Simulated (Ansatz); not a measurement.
GeH2Cl2O (SMILES [OH][GeH]([Cl])[Cl]): the energy, rung by rung

GeH2Cl2O: 6 atoms, total charge 0, spin state singlet. SMILES: `[OH][GeH]([Cl])[Cl]`. Geometry: relaxed at PBE0-D4/def2-TZVP. This is one conformer, not always the lowest.

```xyz
6

O    -0.1610    1.2910   -0.6142
Ge   -0.0654   -0.1488    0.3789
Cl    1.9485   -0.8626    0.4217
Cl   -1.2524   -1.7006   -0.4874
H     0.1264    1.1520   -1.5210
H    -0.5540    0.2049    1.7757
```

Each level gives the energy change with the Ge2–Cl3 bond stretched from 2.137 to 3.206 Å (eV). The values are calculated.

```json
{"level": "HF/cc-pVDZ (restricted)", "kind": "Hartree–Fock", "program": "Ansatz", "value (eV)": "2.98", "less CCSD(T)/cc-pVDZ": "+0.37"}
{"level": "BLYP/cc-pVDZ (restricted)", "kind": "GGA", "program": "Ansatz", "value (eV)": "1.93", "less CCSD(T)/cc-pVDZ": "-0.68"}
{"level": "PBE0/cc-pVDZ (restricted)", "kind": "global hybrid", "program": "Ansatz", "value (eV)": "2.58", "less CCSD(T)/cc-pVDZ": "-0.03"}
{"level": "wB97M-V/cc-pVDZ (restricted)", "kind": "range-separated hybrid", "program": "Ansatz", "value (eV)": "2.78", "less CCSD(T)/cc-pVDZ": "+0.17"}
{"level": "B2PLYP/cc-pVDZ (restricted)", "kind": "double hybrid", "program": "Ansatz", "value (eV)": "2.50", "less CCSD(T)/cc-pVDZ": "-0.11"}
{"level": "RPA@PBE0/cc-pVDZ (restricted)", "kind": "RPA", "program": "Ansatz", "value (eV)": "2.54", "less CCSD(T)/cc-pVDZ": "-0.07"}
{"level": "MP2/cc-pVDZ (restricted)", "kind": "perturbation theory", "program": "Ansatz", "value (eV)": "2.79", "less CCSD(T)/cc-pVDZ": "+0.18"}
{"level": "BCCD(T)/cc-pVDZ (restricted)", "kind": "coupled cluster or CI", "program": "Ansatz", "value (eV)": "2.61", "less CCSD(T)/cc-pVDZ": "0.00"}
{"level": "CCSD(T)/cc-pVDZ (restricted)", "kind": "coupled cluster or CI", "program": "Ansatz", "value (eV)": "2.61", "less CCSD(T)/cc-pVDZ": "0.00"}
```

CCSD(T)/cc-pVDZ (restricted) is the highest level here, not the true value. All-electron rows without a relativistic Hamiltonian named are non-relativistic. The first shape isn't each level's own minimum. The values span 1.93 to 2.98 eV. In the correlated wave-function rows the outer d shell of Ge is correlated, in sets not made for it.

Stretching the Ge–Cl bond costs 2.61 eV with CCSD(T), and Hartree–Fock puts the cost 0.37 eV higher. As the bond lengthens, the overlap between the germanium and chlorine orbitals falls and the bonding and antibonding levels draw together. Left-right correlation of the bonding pair then matters more, so it lowers the stretched structure more than the initial one. MP2 recovers only about half of this differential effect.

BLYP errs the other way and by more, making the stretch too easy, probably because its semilocal exchange overstabilises the extended, polar bond. Exact exchange alone does not order the functionals, since B2PLYP lies below PBE0 despite containing more of it. PBE0's near match to CCSD(T) at one displacement does not establish its accuracy along the whole curve.

The agreement between BCCD(T) and CCSD(T) shows little sensitivity to the choice of reference orbitals, but both treat triples perturbatively and could share an error. The stretched bond is not yet broken, so these energies are not bond dissociation energies.
